How heavy an atom feels in a vibration depends on what it moves against

The wavenumber of a simple oscillator goes as the square root of its force constant divided by its mass. Germanium, with a standard atomic weight of 72.6, is far heavier than silicon with 28.1. If this atom alone moved, and its bonds were equally stiff, exchanging Si for Ge would multiply a wavenumber by √(28.1/72.6) = 0.62. The table puts this tempting argument to the test on two small molecules, H–Si–NH₂ and H–Ge–NH₂.

Unscaled harmonic wavenumbers of the molecules H–*–NH₂ (* = Si, Ge), calculated with Ansatz 0.2.0 at the PBE0-D4/def2-TZVP level for minimum geometries from the same level. The modes of each molecule are numbered by rising wavenumber and paired by this order alone, so paired modes can differ in character.

```
mode  * = Si (cm⁻¹)  * = Ge (cm⁻¹)  Ge over Si
   1          584.9          493.7        0.84
   2          694.2          643.5        0.93
   3          742.9          698.6        0.94
   4          874.7          717.9        0.82
   5          960.1          885.1        0.92
   6         1590.8         1571.7        0.99
   7         1998.9         1887.8        0.94
   8         3583.8         3589.6        1.00
   9         3682.5         3700.4        1.00
```

The star in the column heads stands for Si or Ge and is called M below. In both molecules M is divalent: it binds one hydrogen and the nitrogen of an NH₂ group. Both are planar closed-shell singlets, so the comparison is between like and like. The last column divides the wavenumber of the Ge molecule by that of the Si molecule, and its lowest value is 0.82, far from 0.62. Harmonic wavenumbers lie a few per cent above the fundamentals that an experiment would measure, but much of this error should cancel in a ratio.

The simple argument goes wrong because an atom in a free molecule never vibrates alone. Its partner moves too, and the lighter partner moves more. For two bodies of masses m₁ and m₂ joined by a spring of force constant k, the wavenumber follows

wavenumber ∝ √(k/μ), with 1/μ = 1/m₁ + 1/m₂

Here μ is the reduced mass. The lighter body has the larger inverse mass and therefore dominates the sum. Adding mass to the heavier body can remove at most the smaller of the two terms.

Mode 7 shows this most clearly. Its wavenumber, near 2000 cm⁻¹, lies where the stretching of an M–H bond is expected, well apart from its neighbours. With 1.01 for hydrogen, the inverse reduced mass is 1/28.1 + 1/1.01 = 1.026 for Si and 1/72.6 + 1/1.01 = 1.004 for Ge. At equal stiffness the ratio of the wavenumbers would be √(1.004/1.026) = 0.989, a fall of about one per cent.

The calculation gives a fall of between five and six per cent, from 1998.9 to 1887.8 cm⁻¹. Mass therefore explains only a small part of it, and the rest must come from the spring. Squaring the computed ratio and taking out the mass effect leaves a force constant about 9 per cent lower for Ge–H than for Si–H. This figure is derived from mode 7 itself, on the assumption that the M–H bond vibrates by itself. The computed geometries agree with it, since the Ge–H bond is longer by 0.07 Å.

Against a heavier partner the mass of M should count for more. In the M–N stretch M moves against the whole NH₂ group, of mass 16.0. If that group is taken as rigid and the hydrogen on M is ignored, mass alone gives a ratio of 0.88. Mode 4 is a plausible candidate for this motion, and its computed ratio is 0.82. Taken at face value, the M–N force constant is then about 13 per cent lower for Ge.

This second estimate stands on weaker ground than the first. The calculated movements of the atoms show that modes 1 and 3 are the wagging and the twisting of the NH₂ group out of the plane, in both molecules. The M–N stretch lies in the plane and must be sought elsewhere. By their range, modes 2, 4 and 5 are left for this stretch, the bend at M and the rocking of the NH₂ group, and the three can mix. If the stretch were mode 2 or mode 5 in both molecules, its ratio would be 0.93 or 0.92. That is above the 0.88 from mass alone and would no longer point to a softer bond. The estimate thus depends on an assignment that wavenumbers alone do not settle.

There is a way to weigh mass against stiffness that needs no assignment. It uses the product of all nine wavenumbers, which stays the same however the modes are paired. The nine ratios multiply to 0.52. The Teller–Redlich product rule tells how much of this fall the heavier mass would cause if the force constants and the shape of the molecule stayed as they are for Si:

product ∝ (total mass / mass of M)^(3/2) × √(I₁ I₂ I₃)

I₁, I₂ and I₃ are the three moments of inertia of the molecule. The rule comes from counting motions. Each atom can move in three directions, so its mass enters the full product three times, each time under a square root. Six combinations of these movements are no vibrations: three shift the whole molecule and three rotate it. Their inertias, the total mass and the moments of inertia, have to be divided out, and so they appear on the other side of the fraction.

With the computed shape of the Si molecule the rule gives 0.85 for the heavier mass alone. The product of the computed wavenumbers falls much further, to 0.52. Since the separate causes multiply, their logarithms add, and each cause can be given a share of the total. Mass accounts for a quarter of the fall. The tempting explanation names a real effect, but not the main one.

A second explanation is that the bonds to Ge are longer. Suppose that bending a bond by a given angle costs the same energy in both molecules. The atom at the end of a longer bond must then travel further for the same angle, which raises the inertia of the motion and slows it. The M–N bond is 0.11 Å longer for Ge, and the M–H bond is longer too, as seen above. The rule above holds for a fixed shape. When the shape changes, its right-hand side must also be divided by the squares of the M–N and M–H bond lengths, because each bond can turn in two directions and its end moves further the longer it is. With the force constants held fixed, the two computed shapes then give a further factor of just over 0.93, or about a tenth of the fall.

What is left is a factor of 0.66, about 65 per cent of the fall, and it belongs to softer force constants. It was obtained as the remainder, by dividing the computed product by the other two factors. The border between longer and softer bonds is partly a matter of convention, because it rests on measuring the stiffness of a bend by angle and not by sideways distance. The share of mass does not depend on that choice.

The remainder can be turned into a typical softening. Six internal motions involve M directly: the two stretches of its bonds, the bend at M, and the rocking, wagging and twisting of the NH₂ group against it. If the remainder is spread evenly over these six, each force constant is about 13 per cent lower for Ge. The separate estimate for the M–H bond is of similar size, and so is the one for the M–N bond if mode 4 is the M–N stretch in both molecules. This fits a general softening around M, although the even spread is an assumption.

The modes in which M hardly takes part complete the picture. Modes 8 and 9 lie in the range of N–H stretching, and they rise by half a per cent or less. Neither a heavier M nor softer bonds around it would raise them, so the N–H bonds seem to become very slightly stiffer. Mode 6, by its range the scissoring of the two hydrogens on nitrogen, falls by about one per cent. The softening is thus confined to the surroundings of the exchanged atom and does not run through the whole molecule.

Why the bonds to Ge are softer is a matter of standard bonding theory, which the wavenumbers fit but do not test. The valence orbitals of Ge reach further out than those of Si and overlap less well with the orbitals of hydrogen and nitrogen. A poorer overlap gives a longer and weaker bond, and a weaker bond usually has a lower force constant. The calculation leaves out the relativistic contraction of the inner orbitals of Ge. Its effect is usually modest for an element of this weight, but the softening should not be read to the last per cent.

Nitrogen may add a contribution of its own. Its lone pair can donate into the empty p orbital of M, and the planar shape of both molecules is in keeping with such donation. If the donation is weaker towards Ge, two motions should cost less energy: twisting the NH₂ group about the M–N bond, which breaks the overlap, and wagging it, which makes the nitrogen pyramidal. The wag is mode 1, and it falls by as much as 16 per cent. The twist is mode 3, and although it tests the donation more directly, it falls by only 6 per cent. Weaker donation therefore remains a guess, to which the twist lends little support.

The same reasoning carries over to other exchanges of one heavy atom for a heavier one. The first step is to ask what the atom moves against. Against hydrogen the added mass hardly matters, and a clear shift of the stretch points to a change in the bond. Against a partner of comparable weight, mass and stiffness both count and have to be separated.

That separation is still incomplete for the five lowest modes, which carry 90 per cent of the logarithmic fall. The product shows that softer force constants outweigh the heavier mass in the molecule as a whole. It does not show how the softening is divided between stretching the M–N bond, bending at M and twisting the NH₂ group. To decide that, one would compare the force constants themselves, written in terms of bond lengths and angles, in the two molecules. Following the movement of the atoms in modes 2, 4 and 5 as well would then show which wavenumbers they govern.
